**The sodium D lines and the Thomas-Reiche-Kuhn sum**

**The problem.** Sodium has $N=11$ electrons and a $3s\,{}^2S_{1/2}$ ground level with degeneracy $g_0=2$. Typical values for the doublet:

| line | upper level | $g_u$ | vacuum $\lambda$ (nm) | lifetime $\tau$ (ns) |
|---|---|---|---|---|
| D$_2$ | $3p\,{}^2P_{3/2}$ | 4 | 589.158 | 16.25 |
| D$_1$ | $3p\,{}^2P_{1/2}$ | 2 | 589.756 | 16.30 |

Find (a) the oscillator strengths and dipole matrix elements, (b) the doublet's share of the integrated cross section, (c) the ground-level shift in linearly polarised light of 1064 nm at an illustrative $I=100$ kW cm$^{-2}$, in length and velocity form, keeping only the doublet. Formulas are in SI.

**Why the rule holds.** I fix the nucleus and write $H=\sum_j p_j^2/2m+V(\mathbf r_1,\dots,\mathbf r_N)$ with $V$ local. With $X=\sum_j x_j$ and $P=\sum_j p_{x,j}$,
$$[H,X]=-\frac{i\hbar}{m}P,\qquad [X,[H,X]]=\frac{N\hbar^2}{m}.$$
Take the ground-state expectation value and insert all eigenstates, bound and continuum. The left side becomes $2\sum_n\hbar\omega_{n0}|X_{n0}|^2$, so
$$f_{n0}=\frac{2m\omega_{n0}}{\hbar}|X_{n0}|^2,\qquad \sum_n f_{n0}=N .$$
This is the rule of Thomas, Reiche and Kuhn (1925). For a field $E_0\cos\omega t$ along $x$, the dipole golden-rule rate is $(\pi e^2E_0^2/2\hbar^2)|X_{n0}|^2\delta(\omega-\omega_{n0})$. Dividing by the photon flux $\epsilon_0cE_0^2/2\hbar\omega$, with $r_e=e^2/4\pi\epsilon_0mc^2$,
$$\sigma(\omega)=2\pi^2r_ec\sum_nf_{n0}\,\delta(\omega-\omega_{n0}),\qquad\int_0^\infty\sigma\,d\omega=2\pi^2r_ec\,N .$$
One unit of strength is $2\pi^2r_ec=0.1668$ cm$^2$ rad s$^{-1}$, or 109.76 Mb eV per photon energy (1 Mb $=10^{-18}$ cm$^2$).

*Question: The doublet exists because of spin-orbit coupling, which your $H$ lacks.*

Spin-orbit terms are linear in momentum. Their commutator with $X$ contains only positions and spins, so the second commutator vanishes. The mass-velocity term $-p^4/8m^3c^2$ does contribute. It shifts the sum by $-\tfrac53\langle T\rangle/mc^2$ for a spherical atom. With a typical total kinetic energy $\langle T\rangle\approx162\,E_h$ that term alone gives $-0.014$, mostly from the core.

**(a) Strengths.** Let $S$ be $|\langle u|\sum_j\mathbf r_j|0\rangle|^2$ summed over the sublevels of both levels. The emission rate is $A=e^2\omega^3S/(3\pi\epsilon_0\hbar c^3g_u)$, and the strength summed over upper sublevels is $f=2m\omega S/(3\hbar g_0)$. Eliminating $S$,
$$f=\frac{g_u}{g_0}\,\frac{A}{A_1},\qquad A_1=\frac{8\pi^2r_ec}{\lambda^2}.$$
The $3p$ levels can decay by dipole emission only to $3s$, so $A=1/\tau$. In atomic units the summed $|X|^2$ is $f/2\omega$.

| line | $A$ ($10^7$ s$^{-1}$) | $A_1$ ($10^7$ s$^{-1}$) | $f$ | $\hbar\omega$ ($E_h$) | $\sum\lvert X\rvert^2$ ($a_0^2$) |
|---|---|---|---|---|---|
| D$_2$ | 6.154 | 19.22 | 0.640 | 0.07734 | 4.14 |
| D$_1$ | 6.135 | 19.18 | 0.320 | 0.07726 | 2.07 |

The doublet carries $f_D=0.960$. The squared matrix elements stand in the ratio 2.00, and LS coupling with a common radial function predicts $g_u$ weighting, 4:2. For one electron going $s\to p$ the total is $\mathcal R^2/3$, with $\mathcal R$ the radial integral of $r$. From $6.21\,a_0^2$ we get $|\mathcal R|=4.32\,a_0$.

**(b) Share.** The doublet integrates to 0.160 cm$^2$ rad s$^{-1}$, or 105 Mb eV. The whole atom has 1207 Mb eV, so the doublet holds 8.7 %. The remaining strength, 10.04, lies mainly in excitation and ionisation of the ten core electrons.

*Question: So "almost unit strength" compares 0.960 with one valence electron. Is the valence sum exactly one?*

No. Only $N=11$ is exact for this $H$. Put independent electrons in one local potential. The sum from $3s$ over all orbitals equals one, but it includes $3s\to2p$, which has negative frequency, negative $f$, and is Pauli-blocked. The allowed upward transitions therefore sum to more than one. The core loses the same amount through the blocked $2p\to3s$ channel. So 0.040 understates the strength of $3s\to4p,5p,\dots$ and the valence continuum in that picture.

**(c) Gauges.** In the velocity form, with $A(t)=A_0\cos\omega t$ now the vector potential and $E_0=\omega A_0$, the coupling is $(e/m)AP+Ne^2A^2/2m$. The second term averages to $NU_p$, where
$$U_p=\frac{e^2A_0^2}{4m}=\frac{r_eI\lambda^2}{2\pi c}.$$
The first term, in second order with both denominators $\omega_{n0}\mp\omega$ and $|P_{n0}|=m\omega_{n0}|X_{n0}|$, completes
$$\frac{\Delta E}{U_p}=N-\sum_n\frac{f_{n0}\,\omega_{n0}^2}{\omega_{n0}^2-\omega^2}=\Big(N-\sum_nf_{n0}\Big)-\sum_n\frac{f_{n0}\,\omega^2}{\omega_{n0}^2-\omega^2}.$$
The last sum, with its minus sign, is what the length coupling $eXE$ gives. The two forms agree because the sum rule removes the bracket.

At 1064 nm, $U_p/k_B=123\ \mu$K. The weights $\omega^2/(\omega_n^2-\omega^2)=\lambda_n^2/(\lambda^2-\lambda_n^2)$ are 0.4422 for D$_2$ and 0.4435 for D$_1$. The doublet model gives:

| form | $\Delta E/U_p$ | $\Delta E/k_B$ |
|---|---|---|
| length | $-0.425$ | $-52\ \mu$K |
| velocity, $N=11$ | $+9.6$ | $+1.18$ mK |
| velocity, $N=1$ | $-0.385$ | $-47\ \mu$K |

*Question: Three answers from one truncation. Which do I trust?*

The light lies below every resonance and every ground-state $f_{n0}$ is positive. Each omitted state therefore adds a negative term in the length form, and the complete second-order shift for these doublet strengths lies below $-0.425\,U_p$. Both velocity entries violate that bound. The $N=11$ entry even has the wrong sign, because the uncancelled $10.04\,U_p$ is the ponderomotive energy of electrons wrongly left free. In the length form an omitted state costs $f\omega^2/(\omega_{n0}^2-\omega^2)$, small for tightly bound electrons. In the velocity form its omitted term is $f\omega_{n0}^2/(\omega_{n0}^2-\omega^2)$, which exceeds $f$ and stays finite as $\omega\to0$.

*Question: Can a cavity model in Coulomb gauge be repaired?*

For this second-order shift, yes. Replace $N$ in the $A^2$ term by the retained strength, 0.960. The bracket vanishes and the model's $-52\ \mu$K is recovered exactly.